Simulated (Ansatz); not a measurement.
**Ligand exchange: C2H5BrSi + Mg(CH3)(NH2) → C2H7NSi + Mg(CH3)Br**

Species: C2H5BrSi `C=C[SiH2]Br`, singlet; Mg(CH3)(NH2), singlet; C2H7NSi `C=C[SiH2]N`, singlet; Mg(CH3)Br, singlet. The partners trade Br for NH2: Si–Br and Mg–NH2 bonds give way to Si–NH2 and Mg–Br.

Shapes, held fixed at every level: PBE0-D4/def2-TZVP. Flexible molecules stand in one conformer, not always the lowest. Programs: Ansatz 0.2.0. Electronic energies: no zero-point or thermal term.

```csv
level,kind,ΔE (kJ/mol),less CCSD(T)/def2-TZVPP
PBE-D4/def2-TZVPP,GGA,-102.6,+6.2
B3LYP-D4/def2-TZVPP,global hybrid,-110.5,-1.7
BHLYP-D4/def2-TZVPP,global hybrid,-120.0,-11.2
wB97X-V/def2-TZVPP,range-separated hybrid,-113.2,-4.4
B2PLYP/def2-TZVPP,double hybrid,-110.6,-1.8
MP2/def2-TZVPP,perturbation theory,-105.8,+3.0
CCSD/def2-TZVPP,coupled cluster or CI,-111.8,-3.0
CCSD(T)/def2-TZVPP,coupled cluster or CI,-108.8,0.0
```

The highest level, CCSD(T)/def2-TZVPP, gives ΔE = -108.8 kJ/mol; the levels span -120.0 to -102.6. The column of differences is taken from that level and isn't an error. No measured value is set beside it here. Relativity is left out for Br unless named. Correlated rows may include outer-core shells of Br, Mg, which these sets cover unevenly.

Exchange of bromide for amide at silicon is strongly exothermic at every level, with CCSD(T) giving -108.8 kJ/mol. One Si–X and one Mg–X bond are present on each side, so the energy reflects how differently the two centres discriminate between the ligands. Amide is the much stronger base and the better partner for silicon, forming a short, strong, polar covalent Si–N bond, reinforced by donation from the nitrogen lone pair into σ* orbitals on silicon. Magnesium binds both ligands largely ionically and therefore probably gives up less in taking bromide than silicon gains in taking amide.

The preference does not hinge on the treatment of correlation, though its size does: the exothermicity grows from PBE through B3LYP to BHLYP, probably because a larger share of exact exchange shifts the balance between covalent and ionic bonding. The results support a strong driving force for silylation of the isolated magnesium amide, but not its magnitude in ether solution, where donor coordination and amide-bridged aggregates would stabilise the magnesium species unequally.
